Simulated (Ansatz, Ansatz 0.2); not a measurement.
# Cell edge and Sr–Ti distance of cubic SrTiO3: PBEsol compared with PBE, r2SCAN and HSE06

## Experimental context

Two measurements serve as reference. The cell edge of cubic SrTiO3 comes from a Rietveld refinement of powder X-ray data, taken at room temperature on an oxygen-stoichiometric ceramic made by solid-state synthesis in air: $a = 3.9052 \pm 0.0001$ Å ("Glass-like thermal conductivity in SrTiO3 thermoelectrics induced by A-site vacancies", 2014, arXiv:1411.0410). The distance from Sr to its eight Ti neighbours, $3.39 \pm 0.01$ Å, comes from Sr K-edge EXAFS on an undoped powder prepared by a polymeric precursor route and treated at 700 °C ("Local and electronic structure of Sr1-xGdxTiO3 probed by X-ray absorption spectroscopy", 2020, arXiv:2010.00094). The coordination number was held fixed in that fit, and the temperature is not given with the value.

| compared with | measured | source's wording or label | T (K) | method |
| --- | --- | --- | --- | --- |
| cell edge a (Å) | 3.9052 ± 0.0001 | cubic a, x=0, y=0 | room temperature | powder XRD, Rietveld |
| Sr-Ti, nearest pair (Å) | 3.39 ± 0.01 | Sr-Ti distance (8 Ti) | – | Sr K-edge EXAFS |

Conditions are those given with the value in the passage it was taken from; "not stated" means there, and the paper may say more elsewhere.

## Aim and plan

The aim is to predict both lengths from a free relaxation of the five-atom cubic cell. Every site is fixed by symmetry, so the Sr–Ti distance is $\sqrt{3}\,a/2$ and the calculation really predicts one number. The EXAFS value tests whether the local distance agrees with the average lattice; it is not a second test of the functional.

I ask for 0.5 % on each length. That is about 0.02 Å on the edge, tight enough to expose the error of roughly one per cent that PBE usually makes in oxides, yet wider than the few tenths of a per cent by which thermal and zero-point motion should expand the real crystal beyond a static cell. The EXAFS uncertainty also fits inside it.

I start with PBEsol, which was designed for equilibrium lattices of solids and usually does well for perovskites at semilocal cost. LDA is as cheap but normally gives too short an edge. Keeping the diffraction cell would settle nothing, since its edge of 3.9053 Å already agrees with the reference. PBE serves as the neighbouring level and carries a cutoff test; a different class of functional can then test the PBEsol result.

System: SrTiO3 (Tausonite); Pm-3m (No. 221), 5 atoms in the cell used, edges 3.9053, 3.9053, 3.9053 A, angles 90.00, 90.00, 90.00 deg; cell from a published crystal structure; structure from the Crystallography Open Database.

## 1. PBEsol, with PBE for scale

The PBEsol relaxation gives the main prediction. Beside it I run PBE at the same cutoff and mesh, and again at 700 eV, to see how far the basis moves a freely relaxed edge. I expect PBEsol close to the measured edge and PBE too long by about one per cent. The cutoff test holds strictly for PBE only, but it shows the scale of the basis error in this crystal.

**Run 1.** Ansatz 0.2: PBEsol, cell and atoms relaxed, cutoff 420 eV, mesh 7x7x7, Fermi-Dirac 0.05 eV.

Key lines of the input:
```
crystal:
  lattice:
    - [3.90528, 0.0, 0.0]
    - [0.0, 3.90528, 0.0]
    - [0.0, 0.0, 3.90528]
  atoms:
    - { symbol: Sr, position: [0.5, 0.5, 0.5] }
    - { symbol: Ti, position: [0.0, 0.0, 0.0] }
    - { symbol: O, position: [0.5, 0.0, 0.0] }
    - { symbol: O, position: [0.0, 0.5, 0.0] }
    - { symbol: O, position: [0.0, 0.0, 0.5] }
kpoints:
  mp_grid: { grid: [7, 7, 7] }
scf:
  occupations: { method: fermi_dirac, width: 0.05 }
hamiltonian:
  xc: pbesol
  pseudopotentials: { kind: paw }
output:
  forces: true
  stress: true
relax:
  f_tol: 0.01
  max_steps: 60
  cell: {}
```

Command:
```
ansatz run input.yaml --threads 4 --pin off --max-ram 8192MiB --backend cpu --events-out ev --progress --plain --runs-dir out
```

Selected lines of the output:
```
    - [3.8911235434153957, -1.093366478844837e-34, 9.429032019395843e-35]
```

Converged; 6.5 s on 4 cores of Intel Xeon at 2.70GHz, shared host.

**Run 2.** Ansatz 0.2: PBE, cell and atoms relaxed, cutoff 420 eV, mesh 7x7x7, Fermi-Dirac 0.05 eV.

Key lines of the input, as changed from run 1:
```diff
  hamiltonian:
-   xc: pbesol
+   xc: pbe
  output:
+   write_density: true
+   write_potential: true
+   elf: true
+   volumetric_format: npy
```

Selected lines of the output:
```
  P = ⅓ Tr σ = 0.0075 GPa (0.075 kbar)
    - [3.9364089696475877, -2.0382758578098244e-33, 1.925929944387236e-34]
```

Converged; 6.4 s on the same hardware.

**Run 3.** Ansatz 0.2: PBE, cell and atoms relaxed, cutoff 700 eV, mesh 7x7x7, Fermi-Dirac 0.05 eV.

Key lines of the input, as changed from run 1:
```diff
  hamiltonian:
-   xc: pbesol
+   xc: pbe
+ basis:
+   ecutwfc: 700
```

Selected lines of the output:
```
  P = ⅓ Tr σ = 0.0190 GPa (0.190 kbar)
    - [3.936252284776368, -5.216060266048763e-34, 6.419766481290786e-35]
```

Converged; 7.3 s on the same hardware.

| quantity | run 1 | run 2 | run 3 | measured |
| --- | --- | --- | --- | --- |
| cell edge a (Å) | 3.8911 | 3.9364 | 3.9363 | 3.9052 ± 0.0001 |
| Sr-Ti, nearest pair (Å) | 3.370 | 3.409 | 3.409 | 3.39 ± 0.01 |
| volume per atom (Å³) | 11.78 | 12.20 | 12.20 |  |
| Ti-O, nearest pair (Å) | 1.9456 | 1.9682 | 1.9681 |  |
| Sr-O, nearest pair (Å) | 2.7514 | 2.7835 | 2.7834 |  |
| Sr-Sr, nearest pair (Å) | 3.891 | 3.936 | 3.936 |  |

PBEsol gives an edge of 3.8911 Å, short by 0.0141 Å or 0.36 %, and meets the target. PBE is long by 0.8 % and misses it. Raising the PBE cutoff from 420 to 700 eV changes the edge by less than 0.001 Å, so the basis does not explain the PBE error.

The Sr–Ti distance needs more care. PBEsol gives 3.370 Å against 3.39 Å, a deviation of 0.6 % and nominally outside the target, but a shift of the reference within its own 0.01 Å uncertainty would reverse that call. I count it as undecided. PBE, too long by a similar amount, is undecided for the same reason. The measured edge itself implies a distance $\sqrt{3}\,a/2$ about 0.008 Å below the EXAFS value, so part of the PBEsol shortfall is the difference between the two references, which agree within the EXAFS uncertainty.

## 2. Two other classes of functional

I now relax the cell with r2SCAN, a meta-GGA, and with the hybrid HSE06. Both should fall between PBEsol and PBE, and they would show whether the short PBEsol distance is particular to that functional. The hybrid uses a 5×5×5 mesh, so I add PBE on a still coarser 4×4×4 mesh to learn how strongly sampling affects the edge. For this insulator I expect the effect to be small; the test applies directly to PBE and is only a guide for the hybrid.

**Run 4.** Ansatz 0.2: r2SCAN, cell and atoms relaxed, cutoff 500 eV, mesh 7x7x7, Fermi-Dirac 0.05 eV.

Key lines of the input, as changed from run 2:
```diff
  hamiltonian:
-   xc: pbe
+   xc: r2scan
```

Selected lines of the output:
```
  P = ⅓ Tr σ = 0.0144 GPa (0.144 kbar)
    - [3.9068433123240367, -1.2839532962581572e-34, 0.0]
```

Converged; 4.9 s on the same hardware.

**Run 5.** Ansatz 0.2: HSE06, cell and atoms relaxed, cutoff 420 eV, mesh 5x5x5, Fermi-Dirac 0.05 eV, force tolerance 0.02 eV/A.

Key lines of the input, as changed from run 1:
```diff
  kpoints:
-   mp_grid: { grid: [7, 7, 7] }
+   mp_grid: { grid: [5, 5, 5] }
  hamiltonian:
-   xc: pbesol
+   xc: hse06
  relax:
-   f_tol: 0.01
+   f_tol: 0.02
```

Selected lines of the output:
```
  P = ⅓ Tr σ = -0.0422 GPa (-0.422 kbar)
    - [3.894979895434372, -6.419766481290786e-35, 1.2839532962581572e-34]
```

Converged; 63 s on the same hardware.

**Run 6.** Ansatz 0.2: PBE, cell and atoms relaxed, cutoff 420 eV, mesh 4x4x4, Fermi-Dirac 0.05 eV.

Key lines of the input, as changed from run 3:
```diff
  kpoints:
-   mp_grid: { grid: [7, 7, 7] }
+   mp_grid: { grid: [4, 4, 4] }
- basis:
-   ecutwfc: 700
```

Selected lines of the output:
```
    - [3.9366981026627266, -8.024708101613482e-35, 6.419766481290785e-35]
```

Converged; 10 s on 4 cores of Intel Xeon at 2.50GHz (Skylake/Cascade Lake), shared host.

| quantity | run 4 | run 5 | run 6 | measured |
| --- | --- | --- | --- | --- |
| cell edge a (Å) | 3.9068 | 3.8950 | 3.9367 | 3.9052 ± 0.0001 |
| Sr-Ti, nearest pair (Å) | 3.383 | 3.373 | 3.409 | 3.39 ± 0.01 |
| volume per atom (Å³) | 11.93 | 11.82 | 12.20 |  |
| Ti-O, nearest pair (Å) | 1.9534 | 1.9475 | 1.9683 |  |
| Sr-O, nearest pair (Å) | 2.7626 | 2.7542 | 2.7837 |  |
| Sr-Sr, nearest pair (Å) | 3.907 | 3.895 | 3.937 |  |

Both functionals fall between PBEsol and PBE, as I had supposed. r2SCAN gives an edge of 3.9068 Å, only 0.0016 Å above the measured one, and HSE06 gives 3.8950 Å, short by 0.26 %. Both meet the target for the edge.

For Sr–Ti, r2SCAN gives 3.383 Å, a pass that survives a shift of the EXAFS value by its stated uncertainty in either direction, though barely if the true distance is at the upper end. HSE06, at 3.373 Å, sits almost exactly on the limit, so I leave it undecided, like PBEsol. The short distance is therefore not peculiar to PBEsol: the hybrid shares most of it.

Going from the 7×7×7 to the 4×4×4 mesh lengthens the PBE edge by only 0.0003 Å. That makes a serious sampling error in the hybrid's 5×5×5 result unlikely, but does not test it directly. The r2SCAN result rests on a single setting; its cutoff and mesh were not varied.

## Overview

| run | settings | cell edge a (Å) | deviation | Sr-Ti, nearest pair (Å) | deviation | cost |
| --- | --- | --- | --- | --- | --- | --- |
| 1 | PBEsol, cutoff 420 eV, mesh 7x7x7 | 3.8911 | −0.0141 (−0.4 %) | 3.370 | −0.020 (−0.6 %) | under 1 core-min |
| 2 | PBE, cutoff 420 eV, mesh 7x7x7 | 3.9364 | +0.0312 (+0.8 %) | 3.409 | +0.019 (+0.6 %) | under 1 core-min |
| 3 | PBE, cutoff 700 eV, mesh 7x7x7 | 3.9363 | +0.0311 (+0.8 %) | 3.409 | +0.019 (+0.6 %) | under 1 core-min |
| 4 | r2SCAN, cutoff 500 eV, mesh 7x7x7 | 3.9068 | +0.0016 (+0.0 %) | 3.383 | −0.007 (−0.2 %) | under 1 core-min |
| 5 | HSE06, cutoff 420 eV, mesh 5x5x5, force tolerance 0.02 eV/A | 3.8950 | −0.0102 (−0.3 %) | 3.373 | −0.017 (−0.5 %) | 4.2 core-min |
| 6 | PBE, cutoff 420 eV, mesh 4x4x4 | 3.9367 | +0.0315 (+0.8 %) | 3.409 | +0.019 (+0.6 %) | under 1 core-min |
|  | measured | 3.9052 ± 0.0001 |  | 3.39 ± 0.01 |  |  |

## Assessment

PBEsol, the level I committed to, meets the target for the cell edge: 3.8911 Å, 0.36 % below the measured value, for less than one core-minute. For Sr–Ti the call stays undecided. The distance is 0.6 % short, nominally a miss, but the EXAFS uncertainty is large enough to reverse it.

The sign of the edge error is physically reasonable. Thermal and zero-point motion, absent from the static cell, should lengthen the real lattice by roughly 0.1 to 0.5 %, which could account for the whole PBEsol shortfall. The same allowance covers HSE06, but it would leave r2SCAN slightly too long, so the near-exact r2SCAN edge probably contains some cancellation. It would also widen the PBE error of 0.8 %. I therefore do not rank PBEsol, HSE06 and r2SCAN against one another.

Of the 0.020 Å missing from the PBEsol Sr–Ti distance, about 0.012 Å follows from the short edge. The rest is the difference between the EXAFS distance and the one implied by the diffraction cell. Thermal averaging in EXAFS can supply a few thousandths of an angstrom of it, and the fit uncertainty covers the remainder.

The comparison with r2SCAN and HSE06 was the most useful step after the first relaxation. The cutoff and mesh tests ruled out basis and sampling as the cause of the PBE error, but they were made with PBE; I did not vary either setting for PBEsol. The size of the thermal and zero-point expansion, on which any finer judgement depends, was not examined here.

[Logs are printed without paths, hosts, clocks, repeated set-up lines and the standing remarks that a program may print on its own settings, such as how far it seeks lower states.]

[The runs shown are a pick from a larger set of finished runs; failed, doubtful and other runs were left out of it ahead of writing. So were measured values far from every level or from commonly accepted values, and agreement can look better than it is. Lines of input and output are excerpts and may be shortened.]
